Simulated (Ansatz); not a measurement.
**From the elastic tensor of Ta2C at 10 GPa (stress–strain coefficients) to moduli and sound speeds**

Method: DFT LDA, scalar-relativistic, plane waves, PAW (Ansatz). Cutoff 420 eV, 18×18×10 k-points (Γ-centred), Fermi-Dirac smearing of 0.15 eV. No spin polarisation.

The structure is trigonal, space group P-3m1 (No. 164). The conventional cell has a = 3.043 Å, b = 3.043 Å, c = 4.836 Å, α = 90.00°, β = 90.00°, γ = 120.00°. Ta (site symmetry 3m) has 3 C at 2.15 Å as nearest neighbours. C (site symmetry -3m) has 6 Ta at 2.15 Å as nearest neighbours.

In a metal, frequencies and elastic constants depend on the k mesh and the smearing, soft modes and shear constants most. Spin–orbit coupling is left out, which can shift energies with elements as heavy as these. Other phases may be more stable at this pressure.

Relaxed-ion constants (GPa, on the Cartesian axes of the calculation):
```
563.7 203.0 191.9 -63.5   0.0   0.0
203.0 563.7 191.9  63.5   0.0   0.0
191.9 191.9 596.6   0.0   0.0   0.0
-63.5  63.5   0.0 132.7   0.0   0.0
  0.0   0.0   0.0   0.0 132.7 -63.5
  0.0   0.0   0.0   0.0 -63.5 180.3
```

Density 16.013 g/cm³; 3 atoms in 38.77 Å³.

The values that follow are for a polycrystal of randomly turned grains, by Hill's mean where one number stands. In a crystal this anisotropic the Voigt and Reuss bounds lie far apart, so Hill's mean and the sound speeds and Debye temperature from it are rough.

With S = C⁻¹: B_V = (C11+C22+C33+2(C12+C13+C23))/9, G_V = (C11+C22+C33−C12−C13−C23+3(C44+C55+C66))/15, 1/B_R = S11+S22+S33+2(S12+S13+S23), 15/G_R = 4(S11+S22+S33−S12−S13−S23)+3(S44+S55+S66); Hill is their mean. Then v_l = √((B+4G/3)/ρ), v_t = √(G/ρ), v_m = [(2/v_t³+1/v_l³)/3]^(−1/3) and Θ = (ħ/k_B)·v_m·(6π²n/V)^(1/3) for n atoms in the volume V; E = 9BG/(3B+G), ν = (3B−2G)/(2(3B+G)) and A^U = 5G_V/G_R + B_V/B_R − 6.

```json
{
 "Bulk modulus, Voigt / Reuss / Hill": "321.9 / 321.9 / 321.9 GPa",
 "Shear modulus, Voigt / Reuss / Hill": "164.9 / 137.0 / 151.0 GPa",
 "Young's modulus": "392 GPa",
 "Poisson ratio": "0.297",
 "Pugh ratio B/G": "2.13",
 "Universal anisotropy index": "1.02",
 "Longitudinal and transverse sound speeds": "5716 and 3070 m/s",
 "Debye temperature from the mean sound speed": "435 K"
}
```

Cost: 1 run of about 13 core-minutes, on Arm Neoverse V1 (shared hosts).

Compression is almost isotropic, with coincident bulk-modulus bounds, so the anisotropy lies in shear. C33 (596.6 GPa) even slightly exceeds C11 (563.7 GPa): the carbon-free gaps between Ta layers are no weak van der Waals-like planes but are held by metallic Ta–Ta bonding. The large C14, −63.5 GPa against a C44 of 132.7 GPa, couples basal shear to shear between the layers and makes the softest combined shear softer than C44 alone suggests. Its likely origin is the directional Ta 5d–C 2p bonding in the CTa6 octahedra, whose bonds run obliquely to the c axis: strains that stretch them are stiff, while those that mainly change bond angles are softer.

The tensor is positive definite, so the crystal resists every small homogeneous strain at this pressure; this doesn't establish stability against finite-wavelength phonons. The Pugh ratio lies on the conventionally ductile side at either shear bound, but that is an empirical hint, since neither dislocation glide nor cleavage follows from elastic constants alone.
